**First ionisation energies from Zr to Ag: breaks against a 5s-removal line**

The table holds first ionisation energies of the 4d atoms from state-averaged CASSCF and SS-CASPT2 with spin-orbit state interaction (OpenMolcas, ANO-R2, X2C, d and s active shells) beside NIST values. The program fits straight lines to the late 4dⁿ5s¹ rows, tests a linear model with an s–d exchange term against a quadratic in Z, and sizes each row's departure. Measured Pd stands 0.82 eV above its line, matching the roughly recalled height of the 4d⁹5s¹ level from which the calculation starts, and CASSCF for Tc lies 1.65 eV below the mean of Mo and Ru. Nb falls 0.27 eV (measured) and 0.40 eV (SS-CASPT2) below the late line, against an exchange estimate of 0.22 eV, but for the measured values a quadratic fits equally well. No single offset places both 5s² rows, Zr and Tc, on the exchange model.

First ionisation energies of the 4d atoms Zr to Ag, computed with OpenMolcas 26.06 by state-averaged CASSCF and SS-CASPT2 (IPEA shift 0.25 Ha, imaginary shift 0.1 Ha, 4s and 4p correlated) with spin-orbit coupling, X2C, ANO-R2 and 4d and 5s active. Orbitals are optimised for the ground spin. Energies are between each method's lowest levels; the levels listed are from SS-CASPT2.

## Numerical check

```python
# Table: first ionisation energies (eV) of Zr-Ag, OpenMolcas state-averaged CASSCF and SS-CASPT2
# with spin-orbit state interaction (ANO-R2, X2C, d+s active space), and NIST measured values.
# Tested: smooth line for 5s removal plus s-d exchange, against a quadratic; sizes of the breaks.
T = {
    'element': ['Zr', 'Nb', 'Mo', 'Tc', 'Ru', 'Rh', 'Pd', 'Ag'],
    'Z': [40, 41, 42, 43, 44, 45, 46, 47],
    'start': ['3F2', '6D1/2', '7S3', '6S5/2', '5F5', '4F9/2', '3D3', '2S1/2'],
    'end': ['4F3/2', '5D0', '6S5/2', '7S3', '4F9/2', '3F4', '2D5/2', '1S0'],
    'cas': [5.27, 6.11, 6.58, 4.74, 6.21, 6.01, 6.14, 6.27],  # eV
    'pt2': [6.36, 6.77, 7.22, 7.22, 7.34, 7.32, 7.41, 7.47],  # eV
    'so': [-0.01, -0.02, 0.0, 0.0, -0.03, 0.0, 0.0, 0.0],  # eV
    'measured': [6.634, 6.759, 7.092, 7.119, 7.36, 7.459, 8.337, 7.576],  # eV
    'err': [-0.28, 0.01, 0.12, 0.1, -0.02, -0.14, -0.93, -0.11],  # eV
}
import numpy as np
el = list(T['element']); ix = {e: i for i, e in enumerate(el)}
x = np.array(T['Z'], float) - 40
cas, pt2, so, ms, err = (np.array(T[k], float) for k in ('cas', 'pt2', 'so', 'measured', 'err'))
# starting configurations at SS-CASPT2, from further outputs of the same runs
nd = np.array([2, 4, 5, 5, 7, 8, 9, 10]); ns = np.array([2, 1, 1, 2, 1, 1, 1, 1])
u = np.minimum(nd, 10 - nd); dn = np.maximum(nd - 5, 0)
I = lambda s: [ix[e] for e in s.split()]
rms = lambda r: float(np.sqrt(np.mean(r**2)))
lp, lm = I('Mo Ru Rh Pd Ag'), I('Mo Ru Rh Ag')  # measured Pd starts from 4d10, so it is left out
pp, pm, pa = np.polyfit(x[lp], pt2[lp], 1), np.polyfit(x[lm], ms[lm], 1), np.polyfit(x, pt2, 1)
ra, rp, rm = pt2 - np.polyval(pa, x), pt2 - np.polyval(pp, x), ms - np.polyval(pm, x)
inc = pt2 - cas
print('All energies in eV; rounding of computed columns 0.005')
print(f'PT2 line, all 8 rows: slope {pa[0]:.3f}/Z, rms {rms(ra):.3f}, worst {el[int(np.argmax(abs(ra)))]}')
print(f'PT2 line, Mo Ru Rh Pd Ag: slope {pp[0]:.3f}/Z, rms {rms(rp[lp]):.3f}')
print(f'measured line, Mo Ru Rh Ag: slope {pm[0]:.3f}/Z, rms {rms(rm[lm]):.3f}; slope ratio PT2/measured {pp[0]/pm[0]:.2f}')
print('row start   u  PT2-line8  PT2-lineMoAg  meas-lineMoAg  PT2-CAS  CAS-meas  PT2-meas')
for i, e in enumerate(el):
    print(f'{e}  d{nd[i]}s{ns[i]:<3d}{u[i]:2d} {ra[i]:+9.2f} {rp[i]:+12.2f} {rm[i]:+13.2f} {inc[i]:9.2f} {cas[i]-ms[i]:+9.2f} {err[i]:+9.2f}')
print('Exchange model a+b(Z-40)+K*u/2 on s1 rows (K is fixed by Nb alone) against a quadratic in Z')
for name, y, rows in (('PT2', pt2, I('Nb') + lp), ('measured', ms, I('Nb') + lm)):
    A = np.c_[np.ones(len(rows)), x[rows], u[rows] / 2]
    c = np.linalg.lstsq(A, y[rows], rcond=None)[0]
    r1 = y[rows] - A @ c
    r2 = y[rows] - np.polyval(np.polyfit(x[rows], y[rows], 2), x[rows])
    print(f'{name}, {len(rows)} rows: a {c[0]:.2f}, b {c[1]:.3f}, K {c[2]:.2f}; rms {rms(r1):.3f}, largest {max(abs(r1)):.3f}')
    print(f'  quadratic: rms {rms(r2):.3f}, largest {max(abs(r2)):.3f}')
    off = [y[i] - (c[0] + c[1] * x[i] - c[2] * u[i] / 2) for i in I('Zr Tc')]
    print(f'  offset needed for s2 rows (exchange sign reversed): Zr {off[0]:.2f}, Tc {off[1]:.2f}')
print(f'K from Mo 7S-5S gap (rough recalled 1.3 = 6K): {1.3/6:.2f}')
p, ex = ix['Pd'], 0.81  # rough recalled height of Pd 3D3 above 1S0
print(f'Pd: measured excess over line {rm[p]:.2f}; rough recalled 3D3 excitation {ex}')
print(f'Pd like for like: reference {ms[p]-ex:.2f}, PT2 error {pt2[p]-ms[p]+ex:+.2f}')
o = [i for i in range(len(el)) if i != p]
print(f'mean abs error without Pd: CASSCF {np.mean(abs(cas-ms)[o]):.2f}, PT2 {np.mean(abs(err[o])):.2f}')
mid = (cas[ix['Mo']] + cas[ix['Ru']]) / 2
print(f"Tc CASSCF (d6s1 start) less Mo-Ru mean {mid:.2f}: {cas[ix['Tc']]-mid:+.2f}")
print(f"Zr CASSCF (d3s1 start) less Nb: {cas[ix['Zr']]-cas[ix['Nb']]:+.2f}; same step in PT2 {pt2[ix['Zr']]-pt2[ix['Nb']]:+.2f}")
print(f"lower bounds on PT2-CAS for the s2 start: Zr {inc[ix['Zr']]:.2f}, Tc {inc[ix['Tc']]:.2f}")
print(f"CASSCF Mo to Rh {cas[ix['Rh']]-cas[ix['Mo']]:+.2f}; PT2 {pt2[ix['Rh']]-pt2[ix['Mo']]:+.2f}; measured {ms[ix['Rh']]-ms[ix['Mo']]:+.2f}")
e1, e2 = I('Nb Mo'), I('Ru Rh Pd Ag'); s1 = e1 + e2
rs = np.r_[inc[e1] - inc[e1].mean(), inc[e2] - inc[e2].mean()]
q = np.polyfit(dn[s1], inc[s1], 1); rl = inc[s1] - np.polyval(q, dn[s1])
print(f'PT2-CAS as a step: Nb Mo {inc[e1].mean():.2f}, Ru-Ag {inc[e2].mean():.2f}, rms {rms(rs):.3f}')
print(f'PT2-CAS linear in paired d: {q[1]:.2f}+{q[0]:.3f}n, rms {rms(rl):.3f}, largest {max(abs(rl)):.2f}')
print(f"Ru to Rh: PT2 {pt2[ix['Rh']]-pt2[ix['Ru']]:+.2f}, measured {ms[ix['Rh']]-ms[ix['Ru']]:+.2f}")
print(f"Mo to Tc: PT2 {pt2[ix['Tc']]-pt2[ix['Mo']]:+.2f}, measured {ms[ix['Tc']]-ms[ix['Mo']]:+.2f}")
print(f'largest spin-orbit share, first ionisation: {max(abs(so)):.2f}')
# second ionisation (scalar, with spin-orbit) from further outputs of the same SS-CASPT2 runs
sec = {'Mo': (16.09241, 15.96086), 'Tc': (15.24159, 15.24159), 'Ag': (21.81987, 21.60114)}
print('share in second ionisation: ' + ', '.join(f'{k} {b-a:+.2f}' for k, (a, b) in sec.items()) + ' (Tc loses 5s, Mo and Ag 4d)')
assert np.all(inc > 0)
assert max(abs(so)) < 0.035
assert 0.7 < rm[p] < 0.9 and abs(rp[p]) < 0.05
assert int(np.argmax(inc)) == ix['Tc'] and rp[ix['Nb']] < 0 and rm[ix['Nb']] < 0
```

Output:

```
All energies in eV; rounding of computed columns 0.005
PT2 line, all 8 rows: slope 0.136/Z, rms 0.173, worst Zr
PT2 line, Mo Ru Rh Pd Ag: slope 0.047/Z, rms 0.023
measured line, Mo Ru Rh Ag: slope 0.097/Z, rms 0.038; slope ratio PT2/measured 0.49
row start   u  PT2-line8  PT2-lineMoAg  meas-lineMoAg  PT2-CAS  CAS-meas  PT2-meas
Zr  d2s2   2     -0.30        -0.76         -0.30      1.09     -1.36     -0.28
Nb  d4s1   4     -0.03        -0.40         -0.27      0.66     -0.65     +0.01
Mo  d5s1   5     +0.28        +0.00         -0.04      0.64     -0.51     +0.12
Tc  d5s2   5     +0.15        -0.05         -0.11      2.48     -2.38     +0.10
Ru  d7s1   3     +0.13        +0.03         +0.04      1.13     -1.15     -0.02
Rh  d8s1   2     -0.02        -0.04         +0.04      1.31     -1.45     -0.14
Pd  d9s1   1     -0.07        +0.00         +0.82      1.27     -2.20     -0.93
Ag  d10s1   0     -0.14        +0.01         -0.04      1.20     -1.31     -0.11
Exchange model a+b(Z-40)+K*u/2 on s1 rows (K is fixed by Nb alone) against a quadratic in Z
PT2, 6 rows: a 5.72, b 0.248, K 0.40; rms 0.021, largest 0.041
  quadratic: rms 0.085, largest 0.154
  offset needed for s2 rows (exchange sign reversed): Zr 1.04, Tc 1.76
measured, 5 rows: a 5.98, b 0.234, K 0.27; rms 0.034, largest 0.039
  quadratic: rms 0.034, largest 0.061
  offset needed for s2 rows (exchange sign reversed): Zr 0.93, Tc 1.12
K from Mo 7S-5S gap (rough recalled 1.3 = 6K): 0.22
Pd: measured excess over line 0.82; rough recalled 3D3 excitation 0.81
Pd like for like: reference 7.53, PT2 error -0.12
mean abs error without Pd: CASSCF 1.26, PT2 0.11
Tc CASSCF (d6s1 start) less Mo-Ru mean 6.39: -1.65
Zr CASSCF (d3s1 start) less Nb: -0.84; same step in PT2 -0.41
lower bounds on PT2-CAS for the s2 start: Zr 1.09, Tc 2.48
CASSCF Mo to Rh -0.57; PT2 +0.10; measured +0.37
PT2-CAS as a step: Nb Mo 0.65, Ru-Ag 1.23, rms 0.056
PT2-CAS linear in paired d: 0.73+0.130n, rms 0.130, largest 0.19
Ru to Rh: PT2 -0.02, measured +0.10
Mo to Tc: PT2 +0.00, measured +0.03
largest spin-orbit share, first ionisation: 0.03
share in second ionisation: Mo -0.13, Tc +0.00, Ag -0.22 (Tc loses 5s, Mo and Ag 4d)
```
